Hexagonal-diamond silicon can be shortened along its axis and widened across it, or drawn out and narrowed, with its volume unchanged. Which of the two is harder, and why does the pressure rise in both cases although the crystal is given no less room?

Hexagonal Si (P6_3/mmc, 4 atoms per cell, a = 3.831 Å, c = 6.333 Å), deformed along c at fixed volume and fixed fractional coordinates, from a cell not relaxed at this level. Ansatz 0.2.0, plane-wave PAW, LDA, cutoff 420 eV, 12×12×6 k mesh, Gaussian smearing of 0.03 eV. Energies are free energies relative to the starting cell; pressure is positive in compression.

| axial ratio (over its starting value) | energy change (meV/atom) | pressure (GPa) | gap on mesh (eV) |
| --- | --- | --- | --- |
| 0.85 | 277.0 | 2.06 | 0.000 |
| 0.92 | 68.8 | -0.98 | 0.000 |
| 0.96 | 16.1 | -1.77 | 0.123 |
| 1 | 0.0 | -2.04 | 0.315 |
| 1.05 | 19.9 | -1.79 | 0.483 |
| 1.1 | 73.8 | -1.03 | 0.338 |
| 1.2 | 246.6 | 1.48 | 0.000 |

The axial ratio $r$ is the cell's length along the axis divided by its width, relative to the starting cell. At fixed volume, lengths along the axis scale as $r^{2/3}$ and those across it as $r^{-1/3}$. Each atom has one bond along the axis and three slanted ones that lie mostly across it. Every deformation therefore shortens one kind of bond and lengthens the other, and the axial bond changes more.

**Ratios 0.85 and 0.92: the axial bond is squeezed.** At 0.85 the axial bond has shrunk from 2.37 to 2.13 Å, while the slanted bonds have grown by less than 0.1 Å. The energy change reaches 277 meV per atom, the largest in the table. Electron clouds and ion cores resist close approach ever more steeply, so a shortened bond becomes stiffer as well as shorter. The forces fit this picture: each atom feels 2.7 eV/Å along the axis here, against 0.94 eV/Å at 1.2, where the axial bond has changed by even more ångströms. These forces include the pull of the slanted bonds, so they support the picture without isolating one bond.

The pressure has risen by 4.1 GPa from its value in the starting cell. Silicon with ordinary harmonic springs for bonds would do the opposite. Its average bond is slightly longer here than at the start, so the springs would pull inwards harder and lower the pressure. Real bonds stiffen when short and soften when long, so the shortened bond pushes outwards more than the lengthened ones pull back.

**Ratios 0.96 to 1.05: the bottom of the bowl.** Hexagonal symmetry does not require the energy minimum to lie at a ratio of 1. It lies within about 0.1 % of it because the starting cell is already almost evenly stressed along and across the axis. The cell is under tension, however: its pressure is −2.04 GPa, since its volume was not relaxed in LDA. The change of pressure along the scan therefore carries the physics, and the ratio at which it passes through zero has no special meaning.

**Ratios 1.1 and 1.2: the axial bond is drawn out.** Now the three slanted bonds are the short, stiff ones, and the pressure rises again, by 3.5 GPa at 1.2. The axial bond, stretched to 2.67 Å, has softened, and this makes lengthening the easier direction. To compare the two ends fairly, the energy is divided by $x^2$, where $x=\ln r$. The result is 10.5 eV per atom at 0.85 and 7.4 eV per atom at 1.2, so the lengthened crystal is about 30 % softer by this measure. Harmonic springs, whether they resist changes of bond length or of bond angle, would make it the stiffer one.

A simple formula captures this lopsided bowl:

$$\Delta E = s\,x + A\,x^2 + B\,x^3 .$$

Here $\Delta E$ is the energy change, and $s$ is the small slope at the start, about −12 meV per atom, taken from the stresses of the starting cell. $A$ measures the stiffness, and a negative $B$ makes shortening costlier than lengthening. The constants $A = 9022$ and $B = -8119$ meV per atom were fitted only to the four rows that have a gap, one of which is the zero of energy.

The row at 0.85 lay outside the fit and tests it. There $x=\ln 0.85=-0.1625$, which gives 238 meV from the square term, 35 meV from the cubic term and 2 meV from the slope. The sum is 275 meV per atom, against the computed 277. A symmetric bowl fitted to the same rows falls short by about 56 meV, a fifth of the energy, because it misses the stiffening.

The three gapless rows all follow the formula to within 1 % of their energies, as the output below shows. The closing of the gap therefore leaves no visible mark on the energy, which is governed by the bonds as a whole and not by the few states at the band edges. The k mesh was chosen for the insulator, however, and the smearing is narrow for a metal, so the convergence of these three rows is untested.

Two limits apply to the whole energy curve. The PAW datasets were made for PBE but used with LDA, and the atoms kept their fractional coordinates. If the atoms were free to move, the energies away from the minimum would drop, probably most at 0.85, where the forces are largest. The answer that shortening is harder therefore holds for fixed fractional coordinates; with relaxed atoms the difference could shrink or even reverse.

**The gap, from top to bottom.** The gap on the mesh does not follow the bowl. It is zero at 0.85 and 0.92, opens at 0.96, peaks at 1.05 with 0.48 eV and is zero again at 1.2. The energy starts from a minimum and so grows with the square of a small deformation, whereas band edges can shift in direct proportion to it. A gap between such edges can rise along one line and fall along another once a different state becomes the edge. It then forms a tent and not a bowl.

A possible reason for the off-centre peak lies in the bonding p states at the top of the valence band. Drawing the crystal out lengthens the axial bond and shortens the slanted ones, which tends to raise the states that point along the axis and to lower those that point across it. It also turns the slanted bonds towards the axis, which works the other way. In a hexagonal crystal these states are already split before any deformation. If the change of bond lengths wins and the states across the axis start on top, the gap first grows as they sink, and it shrinks only after the others have overtaken them. The conduction edges move too, so this assignment remains untested.

On the shortened side, a straight line through the gaps at 0.96 and 1, drawn against $x=\ln r$, reaches zero near 0.94, in keeping with the two gapless rows above. On the lengthened side, the same kind of line through 1.05 and 1.1 would still leave about 0.07 eV at 1.2, where the calculation finds none. LDA gaps are too small, so closure may come too early on both sides, while the k mesh can miss band edges and make an open gap look too wide. This line may fall too gently, because the gap could still be rising at 1.05 and reach its peak just beyond. Otherwise the same edges must shift faster beyond 1.1, or yet another state must take over as the edge. The seven rows cannot tell these cases apart.

Printed output of the fit:

```
fit of energy_change - s0*x on 4 rows (gap_on_mesh > 0): coefficient of x**2 9022 +/- 16, coefficient of x**3 -8119 +/- 169; rms 0.0291, worst 1.05 0.0517, leave-one-out rms 0.204
  rows outside the fit (model, value, miss): 0.85 273.1, 275.1, -1.91; 0.92 67.43, 67.8, -0.371; 1.2 250.7, 248.8, 1.93
fit of energy_change - s0*x on 4 rows (gap_on_mesh > 0): coefficient of x**2 8306 +/- 120; rms 0.988, worst 0.96 -1.77, leave-one-out rms 2.93
  rows outside the fit (model, value, miss): 0.85 219.4, 275.1, -55.7; 0.92 57.75, 67.8, -10.1; 1.2 276.1, 248.8, 27.3
axial ratio at the energy minimum, from stress and fitted stiffness: 1.001
Bonds and forces:
   row  axial bond in Å  slanted bond in Å  change of mean bond in mÅ  axial force in eV/Å
  0.85            2.125              2.442                      7.367               -2.696
  0.92             2.24              2.396                       1.57                 -1.1
  0.96            2.305              2.373                     0.1714              -0.4792
   1.0            2.368              2.351                          0              -0.0131
  1.05            2.446              2.327                      1.343               0.3985
   1.1            2.524              2.305                      4.242               0.6657
   1.2            2.674              2.268                      14.09               0.9415
energy over squared log ratio at 0.85, eV/atom: 10.49
energy over squared log ratio at 1.2, eV/atom: 7.419
the same quantity, 1.2 over 0.85, computed: 0.7074
the same quantity, 1.2 over 0.85, harmonic length springs: 1.084
the same quantity, 1.2 over 0.85, harmonic angle springs: 1.461
pressure rise at 0.85, GPa: 4.1
pressure rise at 1.2, GPa: 3.52
percent more deformation energy per percent less volume, at 0.85: 1.86
percent more deformation energy per percent less volume, at 1.2: 1.793
gap slope from 0.96 to 1, eV per unit of log ratio: 4.703
gap slope from 1.05 to 1.1, eV per unit of log ratio: -3.117
axial ratio where the rising gap line starts from zero: 0.9352
axial ratio where the two gap lines cross: 1.042
gap forecast at 1.2 by the falling line, eV: 0.06679
```
